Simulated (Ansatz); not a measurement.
Ligand exchange: C2H4Cl2Si2 + CHBr2F → C2H5ClSi2 + CBr2ClF

Species: C2H4Cl2Si2 `Cl[SiH2]C#C[SiH2]Cl`, singlet; CHBr2F (dibromofluoromethane) `FC(Br)Br`, singlet; C2H5ClSi2 `[SiH3]C#C[SiH2]Cl`, singlet; CBr2ClF `FC(Cl)(Br)Br`, singlet. The partners trade Cl for H: Si–Cl and C–H bonds give way to Si–H and C–Cl.

Shapes, held fixed at every level: PBE0-D4/def2-TZVP. Programs: Ansatz 0.2.0. Electronic energies: no zero-point or thermal term.

| level | kind | ΔE (kJ/mol) | less CCSD(T)/def2-TZVPP |
| --- | --- | --- | --- |
| HF/def2-TZVPP | Hartree–Fock | +204.1 | +24.9 |
| r2SCAN-D4/def2-TZVPP | meta-GGA | +176.6 | -2.6 |
| BHLYP-D4/def2-TZVPP | global hybrid | +187.8 | +8.6 |
| r2SCAN0-D4/def2-TZVPP | global hybrid | +183.8 | +4.6 |
| wB97X-V/def2-TZVPP | range-separated hybrid | +176.7 | -2.5 |
| MP2/def2-SVP | perturbation theory | +168.4 | -10.8 |
| CCSD/def2-SVP | coupled cluster or CI | +172.1 | -7.1 |
| CCSD(T)/def2-TZVPP | coupled cluster or CI | +179.2 | 0.0 |

The highest level, CCSD(T)/def2-TZVPP, gives ΔE = +179.2 kJ/mol; the levels span +168.4 to +204.1. The column of differences is taken from that level and isn't an error. No measured value is set beside it here. Relativity is left out for Br unless named. Correlated rows may include outer-core shells of Br, which these sets cover unevenly.

The exchange is strongly uphill at every level, so chlorine prefers silicon and hydrogen prefers carbon. The main reason is the strength of the Si–Cl bond: silicon is much more electropositive than carbon, which gives the bond a large ionic contribution that C–Cl cannot match. Replacing C–H by Si–H adds to the cost. Crowding of four halogens around one carbon in CBr2ClF probably contributes a little more.

Hartree–Fock exaggerates the penalty, and in the same basis CCSD(T) lowers it by 24.9 kJ/mol. This suggests that correlation favours the product side, plausibly through the close contacts between polarisable halogens on the fully halogenated carbon. MP2 and CCSD fall below the reference, but their smaller basis prevents that offset from being assigned to the treatment of correlation alone.

With two molecules on each side, entropy is unlikely to overturn so large an energy. The reverse direction, in which a silane reduces a halocarbon, is therefore the favourable one, though its rate depends on a barrier not computed here.
